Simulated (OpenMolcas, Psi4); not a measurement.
**C2HF2Ge (SMILES C#[C][Ge]([F])[F]): the vertical energy of the quartet above the doublet, rung by rung**

The species is C2HF2Ge (6 atoms), meant as a doublet with charge 0. SMILES: `C#[C][Ge]([F])[F]`. Geometry: relaxed at PBE0-D4/def2-TZVP.

Quantity: the vertical energy of the quartet above the doublet, in eV. The values are calculated.

| level | kind | program | value (eV) | CPU time (all runs) |
| --- | --- | --- | --- | --- |
| UBLYP/6-31G* (spherical functions) | GGA | OpenMolcas | 5.25 | 89 s |
| U-r2SCAN/6-31G* (spherical functions) | meta-GGA | OpenMolcas | 4.93 | 1.9 min |
| UM06-L/6-31G* (spherical functions) | meta-GGA | OpenMolcas | 5.09 | 2.1 min |
| UB3LYP/6-31G* (spherical functions) | global hybrid | OpenMolcas | 5.19 | 97 s |
| UM06-2X/6-31G* (spherical functions) | hybrid meta-GGA | Psi4 | 5.43 | 3.9 min |
| U-wB97M-V/6-31G* (spherical functions) | range-separated hybrid | Psi4 | 5.40 | 11 min |
| UCAM-B3LYP/6-31G* (spherical functions) | range-separated hybrid | Psi4 | 5.18 | 3.1 min |
| UB2PLYP/6-31G* (density fitting for correlation, spherical functions) | double hybrid | Psi4 | 5.43 | 89 s |

All-electron rows without a relativistic Hamiltonian named are non-relativistic. The values span 4.93 to 5.43 eV. CPU times are rough (shared hosts, several kinds of processor): they show what a rung costs within a factor of a few.

Every level places the quartet well above the doublet at the doublet geometry, from 4.93 eV with r2SCAN to 5.43 eV with M06-2X and B2PLYP. The doublet is best viewed as a germyl radical, with its unpaired electron largely in an s-rich hybrid on germanium. Reaching the quartet means breaking up an electron pair as well, and the lowest route is probably a triplet-coupled π→π* excitation of the ethynyl group. The high cost then reflects the strong π bonding of the triple bond, only partly offset by the exchange gained from three parallel spins.

The gap does not simply rise with exact exchange: B3LYP and CAM-B3LYP both fall slightly below BLYP, while M06-2X lies above all three, so the differences probably reflect the balance of exchange and correlation in each functional. The ordering of the two spin states at this geometry is therefore secure, but the finer value of the gap is not. An adiabatic gap could be markedly smaller, since a π→π* quartet would be expected to relax by bending and lengthening the C≡C unit.
